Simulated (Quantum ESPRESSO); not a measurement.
# Zone-centre optical modes of zinc-blende SiC under uniaxial [001] strain: shifts and splitting per per cent from LDA linear response

We calculate the zone-centre optical modes of zinc-blende SiC at five strains along [001], from −1 to +1 %, with the x and y edges held. Shifts are measured against the unstrained crystal at the same LDA level, and tension is positive.

The brief is a Raman strain gauge for a SiC layer that is clamped sideways. Each line position is assumed good to 0.2 cm⁻¹. Line reading and a straight-line calibration together may cost at most 0.05 % strain anywhere in the range; the error of LDA itself is counted separately. Light enters and leaves through a (110) side face, where the singlet and one component of the doublet are both Raman-active as transverse modes and can be told apart by polarisation. The choice is between three readouts: the singlet, the doublet and their splitting.

## Computational details

One crystal, SiC (zinc-blende) (known phase (3C)), relaxed once; z is the cube axis [001]. The cell was stretched along z with the other edges held. Forces on the atoms are under 0.01 eV/Å in every row. Program: Quantum ESPRESSO 7.5, plane waves, LDA, PseudoDojo norm-conserving potentials, scalar-relativistic, no spin-orbit coupling, no spin; linear response. Plane-wave runs: cutoff 1225 eV; k meshes with a least product of divisions and cell-vector length from 36 to 37 Å; fixed occupations. The tabled runs alone: cutoff 1225 eV, k length 37 Å, k mesh 12×12×12.

Notes on method and selection:

- Harmonic values at the static lattice; measured values carry thermal expansion and anharmonic shifts at their temperature.
- For a cubic two-atom crystal the shifts follow the phonon deformation potentials p and q: singlet Δω = [p·ε_zz + q·(ε_xx + ε_yy)]/(2ω₀), doublet Δω = [p·ε_xx + q·(ε_yy + ε_zz)]/(2ω₀).
- In a polar crystal the macroscopic field, left out here, lifts whichever component is longitudinal for the scattering geometry, at rest by 175.8 cm⁻¹.
- Runs that did not converge, have known faults or may not be shown are not listed, and runs on Ansatz's PAW sets soft_1 and soft_2 are kept to separate tables.

Columns:

- uniaxial strain (%): strain along z, the x and y edges held; tension positive.
- stress (GPa): stress along z, tension positive.
- singlet mode (cm⁻¹): zone-centre optical mode, singlet, polarised along z; no LO-TO term, no sum rule.
- doublet mode (cm⁻¹): zone-centre optical mode, doublet, polarised in the x-y plane; no LO-TO term, no sum rule.
- splitting (cm⁻¹): singlet minus doublet.

Input lines of one member:

```
phonons
&inputph
   prefix = 'x'
   outdir = './tmp'
   fildyn = 's.dyn'
   tr2_ph = 1.0d-18
/
0.000000000000 0.000000000000 0.000000000000
```

Command (options for logging and memory left out): `OMP_NUM_THREADS=1 mpirun -n 4 ph.x -nk 4 -in ph.in > ph.out`

## Results

| member | uniaxial strain (%) | stress (GPa) | singlet mode (cm⁻¹) | doublet mode (cm⁻¹) | splitting (cm⁻¹) |
| --- | --- | --- | --- | --- | --- |
| −1.0 % | −1.0 | −4.06 | 805.52 | 807.84 | −2.32 |
| −0.5 % | −0.5 | −2.03 | 801.85 | 802.95 | −1.10 |
| +0.0 % | 0.0 | −0.01 | 798.10 | 798.10 | 0.00 |
| +0.5 % | 0.5 | 2.01 | 794.24 | 793.27 | 0.97 |
| +1.0 % | 1.0 | 4.01 | 790.30 | 788.47 | 1.83 |

Least-squares fits to the whole series, with x = uniaxial strain (%); R² and errors in the fitted variable (y, or ln y where the fit is in ln y):

| y | members | fit | R² | rms residual | leave-one-out rms | the same for the mean of the others |
| --- | --- | --- | --- | --- | --- | --- |
| singlet mode (cm⁻¹) | 5 | y = 798.0 − 7.610 x | 1.00 | 0.078 | 0.16 | 6.7 |
| doublet mode (cm⁻¹) | 5 | y = 798.126 − 9.68400 x | 1.00 | 0.024 | 0.050 | 8.6 |

## Why the values move as they do

Both modes soften under tension and stiffen under compression. Per per cent of strain the singlet moves by −7.610 cm⁻¹ and the doublet by −9.684 cm⁻¹, so the splitting, singlet minus doublet, grows by 9.684 − 7.610 = 2.074 cm⁻¹. Under tension the singlet lies above the doublet, under compression below it.

The common part of the shift comes from bond length. A 1 % stretch along the cube axis lengthens all four bonds of an atom equally, by about 0.33 %, and longer bonds are softer springs. The average over the three modes is (7.610 + 2 × 9.684) / 3 = 8.993 cm⁻¹ downwards for a volume increase of 1 %. Divided by 1 % of the unstrained frequency, 0.01 × 798.10 = 7.981 cm⁻¹, this gives a mode Grüneisen parameter of 8.993 / 7.981 = 1.127.

The splitting has a geometric contribution. Stretching turns the bonds towards z, so motion along z works more against bond stretching and motion in the plane less. If the bonds were springs with no sideways stiffness, this turning alone would split the modes by 1 % of the frequency, 7.981 cm⁻¹ per per cent. The sign agrees with the table, but the computed splitting is only 2.074 / 7.981 = 0.26 of that size. Sideways stiffness of the bonds weakens the effect of turning and may account for part of the reduction.

In terms of the phonon deformation potentials, with ω₀ = 798.10 cm⁻¹, the slopes give p/ω₀² = −2 × 7.610 / 7.981 = −1.907 and q/ω₀² = −2 × 9.684 / 7.981 = −2.427.

## Residuals

Largest departures from the fit to the whole series:

| member | singlet mode (cm⁻¹) | fit | computed − fit | in rms residuals |
| --- | --- | --- | --- | --- |
| +0.0 % | 798.10 | 798.00 | +0.10 | 1.3 |
| −1.0 % | 805.52 | 805.61 | −0.09 | 1.2 |
| +1.0 % | 790.30 | 790.39 | −0.09 | 1.2 |
| −0.5 % | 801.85 | 801.80 | +0.05 | 0.6 |

All five rows follow smooth curves, and the departures from the straight lines are a slight curvature. It is clearest in the singlet, which falls by 7.42 cm⁻¹ from −1 % to zero and by 7.80 cm⁻¹ from zero to +1 %. For the doublet the two steps are 9.74 and 9.63 cm⁻¹, nearly equal.

The curvature can be trusted as a feature of the calculation. A parabola through the singlet at −1, 0 and +1 % meets the two half-per-cent rows to within 0.01 cm⁻¹, although they were not used to draw it.

The splitting inherits the bend of both modes and is the least linear quantity: −2.32 cm⁻¹ at −1 % but only 1.83 cm⁻¹ at +1 %.

## Choosing a member

We first turn each computed shift back into strain with the straight-line slope, strain = shift / slope, and compare it with the strain applied. The misses are largest at the ends of the range; sizes are given without sign.

- Doublet: at −1 % the reading is 9.74 / 9.684 = 1.006 %; largest miss 1.006 − 1 = 0.006 %.
- Singlet: at +1 % the reading is 7.80 / 7.610 = 1.025 %; largest miss 1.025 − 1 = 0.025 %.
- Splitting: at −1 % the reading is 2.32 / 2.074 = 1.119 %; largest miss 1.119 − 1 = 0.119 %.

Each readout compares two line positions, so its reading error is 0.2 × √2 = 0.283 cm⁻¹. In strain this is 0.283 / 9.684 = 0.029 % for the doublet, 0.283 / 7.610 = 0.037 % for the singlet and 0.283 / 2.074 = 0.136 % for the splitting. Adding the largest miss gives 0.029 + 0.006 = 0.035 %, 0.037 + 0.025 = 0.062 % and 0.136 + 0.119 = 0.255 %.

**The pick is the doublet**, the only readout within 0.05 %. The runner-up is the singlet, which also meets the limit if its curvature is included in the calibration.

In device units, the stress along z changes by (4.01 + 4.06) / 2 = 4.035 GPa per per cent. A doublet shift of −1 cm⁻¹ therefore means 1 / 9.684 = 0.103 % tension, or 0.103 × 4.035 = 0.42 GPa along z in the clamped layer.

The error of LDA comes on top. An error of roughly 1 % in the absolute frequency would pass for about 0.8 % strain, so the gauge needs an unstrained reference spot. An error of roughly 10 % in the slope would make a reading of 1 % uncertain by 0.1 %.

Heating could overturn the pick. It lowers both lines and looks like tension, while the splitting largely cancels it. A common drift of (0.05 − 0.035) × 9.684 = 0.15 cm⁻¹ already uses up the doublet's margin, so the reference spot must be at the same temperature as the strained one. Once the uncorrected drift exceeds (0.255 − 0.035) × 9.684 = 2.1 cm⁻¹, the doublet's total error passes that of the splitting, which is then the safer readout, though it too misses the brief.

## Rules of thumb and their limits

From −1 to +1 % strain, the doublet serves as a linear gauge at −9.684 cm⁻¹ per per cent, provided the sides are clamped. In a bar free to contract sideways, with a Poisson ratio of roughly 0.25, the deformation potentials reduce this to −9.684 + 0.25 × (7.610 + 9.684) = −5.4 cm⁻¹ per per cent, and the reading error alone then slightly exceeds the brief.

The omitted effect that exceeds the whole spread of the table is the macroscopic field. It raises a longitudinal mode by 175.8 cm⁻¹ at rest, against a doublet range of 807.84 − 788.47 = 19.37 cm⁻¹. Backscattering from a (001) face shows the singlet as this longitudinal line, to which the present calibration does not apply.

[Logs are printed without paths, hosts, clocks, repeated set-up lines and the standing remarks that a program may print on its own settings, such as how far it seeks lower states.]
